Margin comments on moment tensor contractions: the hidden role of locality, and what it costs at a Cu(111) surface atom

[1] What is actually proved.
Let r_1 … r_n be the vectors from one atom to n identical neighbours, and M_μ,ν = Σ_j f_μ(r_j) r_j⊗…⊗r_j with ν factors. Contracting all indices of two tensors of equal rank pairs each factor of r_j with one factor of r_k, so

M_μ,ν : M_μ′,ν = Σ_jk f_μ(r_j) f_μ′(r_k) (r_j·r_k)^ν,

the terms j = k included. The spanning statement (Shapeev, 2016) holds for f_μ(r) = r^(2μ), for fixed n, and for all full contractions of any number of tensors, plain products of scalars included. With fitted radial functions, or with a ceiling on the level, the contractions remain invariant but span only a subspace of the invariant functions.

[2] The three steps.
(a) The first fundamental theorem for O(3) (Weyl): every polynomial in n vectors that is unchanged when one orthogonal matrix Q acts on all of them is a polynomial in the products r_j·r_k. Triple products would be needed only for SO(3); they are odd under reflection, and the Coulomb energy is even.
(b) Take one monomial, Π (r_a·r_b)^α_ab over a ≤ b, involving K of the labels. Averaging it over permutations gives, up to a constant, the sum of the monomial over all assignments of K distinct neighbours.
(c) Remove the word "distinct". The unrestricted sum factorises atom by atom: label a yields M_μ,ν with μ = α_aa and ν = Σ_(b≠a) α_ab, and α_ab index pairs join tensor a to tensor b. The unwanted terms, where labels coincide, are sums of the same kind with fewer labels, so induction on K finishes the proof. Smallest case: Σ_(j≠k) r_j·r_k = M_0,1·M_0,1 − M_1,0.

[3] The level.
In the convention in common use, lev M_μ,ν = 2 + 4μ + ν, added over the tensors of a contraction. It is a rule of book-keeping and differs from the polynomial degree 2μ + ν. Up to level 6 the scalars are M_0,0, its square and cube, M_1,0 and M_0,1·M_0,1. The last is the lowest one that sees an angle.

[4] The assumption: nothing outside the list matters.
Space is isotropic, so the energy is unchanged when all atoms are rotated. Step (a) needs more: the site energy V must be unchanged when only the n listed vectors are rotated. That follows only if V has no other argument, that is, if atoms beyond a cut-off R_c do not enter it. Locality is therefore used before any algebra starts: it turns the isotropy of space into the invariance of a function of n vectors. It also supplies the finite n of step (b) and the bounded domain on which polynomials approximate a continuous V.

[5] Dropping it: the general first-order term.
Let V depend on near atoms (r < R_c) and far atoms, with radial functions that decay but do not vanish at R_c. V is invariant under joint rotation and under permutation of all atoms, so it is built from contractions of total moments. A moment is a sum over atoms, hence total = M + N, with M from the near and N from the far atoms. To first order in N,

δV = Σ_μν (∂V/∂M_μ,ν) : N_μ,ν.

Seen from inside the sphere, the N_μ,ν are external tensors. Where N is a scalar, or a product of Kronecker deltas, δV is still an O(3) invariant of the near vectors. Any other N breaks that invariance, and no contraction of the M alone can equal such a term.

[6] Which N survive is a matter of site symmetry.
For an undistorted far region, N must be invariant under the point group of the site. In bulk fcc (O_h) inversion removes odd ν, and cubic symmetry makes ν = 2 proportional to the unit tensor. The first anisotropic tensor has ν = 4: over the twelve ⟨110⟩ vectors with components 0, ±1, Σx⁴ = 8 and Σx²y² = 4, whereas isotropy needs the ratio 3. Its lowest partner term, M_0,4 : N_0,4, has level 12. At a (111) surface site (C_3v) the normal is an invariant vector, so ν = 1 survives, at level 6.

[7] The first correction written out.
Let V contain c |M_0,1 + N_0,1|². Then

c |M + N|² = c M·M + 2c M·N + c N·N.

The first term is the basis function. The first correction is 2c M_0,1·N_0,1, of relative size 2m_far/m_near when both vectors point along the normal with lengths m_near and m_far. If the near cluster alone is tilted by θ about an in-plane axis, the correction varies as cos θ while every basis function stays constant. It has the same level as the term it corrects, so raising the level does not recover it; only radial decay makes it small.

[8] A radial function with a reason behind it.
In tight binding, the fourth moment of the s orbital on atom i is Σ_β |⟨s_i|H²|β⟩|² over all orbitals β. For β a p orbital on the same atom, the hopping paths i → j → i give Σ_j (products of two hopping integrals) × l_j, with l_j the unit bond vector: summed over full shells on j, a path depends on no other direction. This is M_0,1 with f_0 = w(r)/r, and its square is the term of note 7. If hoppings fall as exp(−q(r/d − 1)), with d the nearest-neighbour distance, then w = exp(−κ(r/d − 1)) with κ = 2q. With this f_0, M_0,1 is dimensionless.

[9] Fixing κ from bulk data.
Use the nearest-neighbour second-moment model, E_i = A Σ_j exp(−p s_j) − ξ √(Σ_j exp(−2q s_j)), s = r/d − 1. Under uniform dilation E = 12A exp(−ps) − √12 ξ exp(−qs). Equilibrium gives 12A p = √12 ξ q, so E_coh = √12 ξ (1 − q/p) and 9BΩ = E″(0) = pq E_coh, with Ω the atomic volume and B = (C11 + 2C12)/3. The Cauchy pressure P = C12 − C44 comes from the curvature of the square root alone: for an embedding term −ξ√ρ, ΩP = (ξ/4) ρ^(−3/2) (2qρ/3)² = q² √12 ξ/9 at ρ = 12. Dividing, P/B = q/(p − q), or p/q = 1 + B/P.
Inputs: C11 = 168.3, C12 = 121.2, C44 = 75.7 GPa (room temperature, measured values compiled by Blaschke), E_coh = 3.49 eV/atom (0 K, compiled by Harl 2010), and a typical lattice constant a = 3.615 Å. Then B = 136.9 GPa, P = 45.5 GPa, Ω = a³/4 = 11.81 Å³, pq = 26.0, p/q = 4.01, q = 2.55, p = 10.2, κ = 5.10, √12 ξ = 4.65 eV, ξ = 1.342 eV, 12A = 1.16 eV.
B and P are fitted. One elastic combination is left free: the model has C44 = C11 − C12 = (3/4)(B − P) = 69 GPa, which is 9 % below the compiled C44 and 46 % above the compiled C11 − C12 = 47.1 GPa. The model is rough, and that the s–p paths of note 8 decay with the same q is an assumption, varied in note 12.

[10] Geometry of the ideal (111) surface.
Here d = a/√2 = 2.556 Å, the layer spacing is h = a/√3 = d√(2/3) = 2.087 Å and the area per atom is (√3/4)a² = 5.659 Å². A lattice vector (a/2)(i,j,k) lies in shell n, at r = d√n, with i² + j² + k² = 2n, and L = (i + j + k)/2 layers away. For a top-layer atom the in-plane neighbours cancel in pairs, the threefold axis removes lateral components, and M_0,1 points into the metal. Shell n contributes the length

m_n = √(2/3) (w_n/√n) Σ_L L N_n,L,

where N_n,L counts the shell's atoms L layers below.

n | N at L = 0, 1, 2, 3 | w_n | m_n
1 | 6, 3, –, – | 1 | 2.449
2 | –, 3, –, – | 0.1209 | 0.209
3 | 6, 6, 3, – | 0.0239 | 0.135
4 | 6, –, 3, – | 0.00610 | 0.0149
5 | –, 6, 6, – | 0.00183 | 0.0120
6 | –, 3, –, 1 | 0.00062 | 0.0012
7 | 12, 6, 6, 6 | 0.00023 | 0.0025
8 | –, –, 3, – | 0.00009 | 0.0002
9 | 6, 3, 6, 6 | 0.00004 | 0.0003

The first entry is √6: three bonds, each with direction cosine √(2/3). All shells add with one sign, so nothing cancels. Sums below stop at n = 9; the remaining shells raise the sum over n ≥ 4 by less than 1 %. Shells 2, 3 and 4 lie at 3.615, 4.427 and 5.112 Å, so a typical cut-off of 5 Å falls between the third and the fourth.

[11] The coefficient c is invisible to the bulk data.
Homogeneous strain keeps every fcc site a centre of inversion, M_0,1 stays zero, and c enters neither E_coh nor any C_ij. A surface property has to fix it. The unrelaxed second-moment surface excess is √12 ξ (1 − √(9/12)) − 3A = 0.333 eV per atom, or 0.94 J/m². Assume a typical Cu(111) surface energy of 1.5 J/m², which is 0.530 eV per atom, and give the whole deficit of 0.197 eV to the vector term, whose full length is 2.825. Then c = 0.197/2.825² = 0.025 eV. This value is chosen to reproduce the assumed surface energy; note 14 shows that it is better read as a ceiling.

[12] The size of the correction in energy.
For a sharp cut after shell 1, 2 or 3:

last near shell | m_near | m_far | 2m_far/m_near | (m_far/m_near)² | 2c m_near m_far (meV)
1 | 2.449 | 0.376 | 0.31 | 0.024 | 46
2 | 2.659 | 0.166 | 0.13 | 0.004 | 22
3 | 2.794 | 0.0312 | 0.022 | 0.0001 | 4.4

The fourth and fifth columns do not depend on c, and the second-order term is small against the first in each row. From here on R_c = 5 Å. An atom in layer l (l = 1 on top) has partners above it up to L = l − 1, so only L ≥ l is left uncompensated. For layer 2, m_near = 0.0676 and m_far = 0.0261, which adds 0.09 meV; for layer 3, m_near = 0. The total is 4.4 meV per surface atom, 13 mJ/m², or 0.8 % of the assumed surface energy. The ratio is sensitive to the decay: 2m_far/m_near is 0.08 for κ = 4 and 0.008 for κ = 6, a factor of about ten.

[13] The force needs the second layer.
Move the top layer outward by u. A neighbour at height difference z contributes g = w z/r, with

dg/dz = (w/r) [1 − (z²/r²)(1 + κ r/d)],  z²/r² = 2L²/(3n).

For the top atom every neighbour below recedes; in units of 1/d, m_near′ = −10.06 and m_far′ = −0.103, so (m_near m_far)′ = −0.602. For a second-layer atom the neighbours at L = 1 above recede, and its inward-pointing moment changes by m_near′ = +9.74. Its m_near is small but its m_far is not, and its product changes by +0.255. Layer 3 gives +0.001. The sum is −0.347, and the force on a top-layer atom is −2c(−0.347)/d = 6.8 meV/Å, outward. A layer that hardly mattered for the energy cancels 42 % of the top atom's own force.
For a stiffness, treat the layers as a chain of nearest-layer springs with the bulk modulus for strain along [111], C = (C11 + 2C12 + 4C44)/3 = 237.8 GPa. Per atom k = C × area/h = (3a/4) C = 4.02 eV/Å². The first spacing opens by 0.0017 Å, or 0.08 % of h. With the measured linear expansion 16.5 × 10⁻⁶/K (293 K, compiled by Kaye and Laby), bulk Cu stretches that much on warming by 49 K.

[14] A test of c by relaxation.
The full vector term, c Σ_l (m_near + m_far)², pushes the top layer outward with 0.54 eV/Å, of which the correction is 1.2 %. The second-moment part pulls it inward with √6 q ξ (1/3 − 1/√12)/d = 0.15 eV/Å, which follows from differentiating the energies of a 9-fold and a 12-fold atom that share three bonds. In linear response the net force opens the first spacing by about 5 %. Cu(111) typically contracts instead, by something like 1 %, so the model misses the sign of the relaxation, and on this test c = 0.025 eV is several times too large. The two forces balance at c = 0.007 eV, where the correction is 1.2 meV and 1.9 meV/Å. A small contraction would need a still smaller c. The surface energy and the relaxation cannot both be met by one c in this model.

[15] The rival term: far atoms in the scalar channel.
The ν = 0 part of note 5 is of the same order in the far weights. Let ρ = Σ w, a moment M_μ,0 with its own radial function. Then δV = −ξ ρ_far/(2√ρ_near). From the counts of note 10, (ρ_near, ρ_far) is (9.72, 0.087) for layer 1, (13.23, 0.101) for layer 2, (13.30, 0.133) for layer 3 and (13.30, 0.135) in the bulk. In the bulk δV = −25 meV per atom, a constant that a fit absorbs in the cohesive energy. The surface excess, summed over the three layers, is +13 meV, 2.8 times the vector correction at c = 0.025 eV and of the same sign. Its force on the top layer points inward and is 2.3 times the 6.8 meV/Å of note 13, before the part tied to the bulk pressure is absorbed in the fitted lattice constant. The repulsive term from shell 4, 12A exp(−p), is 0.04 meV and plays no part. So the vector term is the first that breaks the invariance used in step (a), but it is not the largest that the cut-off removes. The scalar term leaves V invariant and spoils only the completeness of its list of arguments.

[16] What a fit can hide.
The numbers above compare a model with its own truncation at fixed parameters. A trained potential has three further freedoms. It can rescale c, and so absorb the correction wherever m_far follows m_near, as on flat terraces. It can use the non-uniqueness of site energies: the piece of 2c M·N that involves atoms i, j (near) and k (far) is a three-body term, and if r_jk < R_c the whole triangle lies in the sphere of atom j, where contractions of higher rank can approximate it. And it reshapes the radial functions inside R_c. Since the truncated model is itself a member of the fitted family when f_0 is representable, the best fit does no worse than it in the training loss. What cannot be absorbed shows between environments that agree inside the sphere and differ outside, such as an atom on a wide terrace and one on a small island. One effect works the other way: practical radial functions carry a factor (R_c − r)², which the fit must undo for atoms close to R_c, so the effective cut lies somewhat inside the nominal one.

[17] The exponential is the kind case.
Screening in a metal leaves oscillating tails that fall as a power of distance, because the Fermi surface is sharp. Their alternating sign allows cancellation between shells, which the table of note 10 lacks, but their envelope decays more slowly than any w used here. The symmetry argument of notes 5 to 7 does not depend on the form of the tail; the magnitudes do.

[18] The size, collected.
In this model of an ideal Cu(111) top-layer atom with R_c = 5 Å and κ = 5.10, dropping locality adds 2c M_0,1·N_0,1, about 2 % of the level-6 term c M_0,1·M_0,1 and between roughly 1 and 8 % for κ from 6 to 4. In absolute terms the model gives 1 to 4 meV per surface atom and 2 to 7 meV/Å on the top layer for c from 0.007 to 0.025 eV, beside a scalar surface correction of 13 meV. With nearest neighbours only, the same term reaches 31 % of the one it corrects.